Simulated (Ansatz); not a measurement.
Cd: energy above lowest point as volume scale varies

All results are calculated (Ansatz 0.2.0). Free energy against uniform scaling of the volume at fixed shape and fractions; periodic cell, basis, potentials, k mesh and filling as listed.

The cell before it is scaled or strained (space group P6_3/mmc, No. 194):
```
cell vectors (Å)
   3.0931     0.0000     0.0000
  -1.5465     2.6787     0.0000
   0.0000     0.0000    10.4307
atoms (fractions of the cell vectors)
Cd  0.00000  0.00000  0.00000
Cd  0.33333  0.66667  0.25000
Cd  0.00000  0.00000  0.50000
Cd  0.66667  0.33333  0.75000
```

Settings of every row: functional r2SCAN; dispersion none; potentials PAW; wave cutoff 326.54 eV; density cutoff 1306.1 eV; k mesh 9x9x3; k shift 0x0x0; occupations cold; smearing width 0.1 eV; spin none.

Limits: coarse k mesh, up to 40 meV an atom off; cutoff under the advised one.

```csv
row,volume scale,V (Å³/atom),energy above lowest point (meV/atom)
1,0.94,20.31,15.7
2,0.96,20.742,?
3,0.98,21.174,2
4,1,21.606,0
5,1.02,22.038,0.2
6,1.04,22.47,3
7,1.06,22.902,8.1
```

Question: what energy above lowest point should row 2 give?

Worked fit of energy above lowest point. Take u = (V_r/V)^(2/3) − 1 with V_r = 21.822 Å³ an atom, which is twice the finite (Eulerian) strain; such expansions in the strain, on which the Birch-Murnaghan equation of state is built, carry the rest volume and the bulk modulus. The shown rows have u = 0.04903, 0.0203, 0.00665, -0.00654, -0.01932, -0.03169. Least squares give energy above lowest point = −0.27 − 31.9 × u + 7290 × u² meV/atom; a straight line predicts inner rows, each left out in turn, worse (root mean square 4.9 against 0.15 meV/atom). The rows lie off it by 0.0, -0.1, 0.2, -0.1, -0.1, 0.0. Its lowest point lies at u = 0.0022, or V = 21.75 Å³ an atom, and the curvature there gives the bulk modulus at fixed shape and fractions, B = (4/9)(1 + u)² E″(u)/V = 47.9 GPa. Letting shape and atoms relax would as a rule lower it, by much in layered, chain or molecular crystals. The withheld row has u = 0.03442, so the fit gives −0.27 − 31.9 × (0.03442) + 7290 × (0.03442)² = 7.3 meV/atom.

The calculation gave 7.1 meV/atom. The fit lies 0.2 meV/atom (1.3 % of the column's range) above it; its largest miss of a shown row is 0.2 meV/atom.
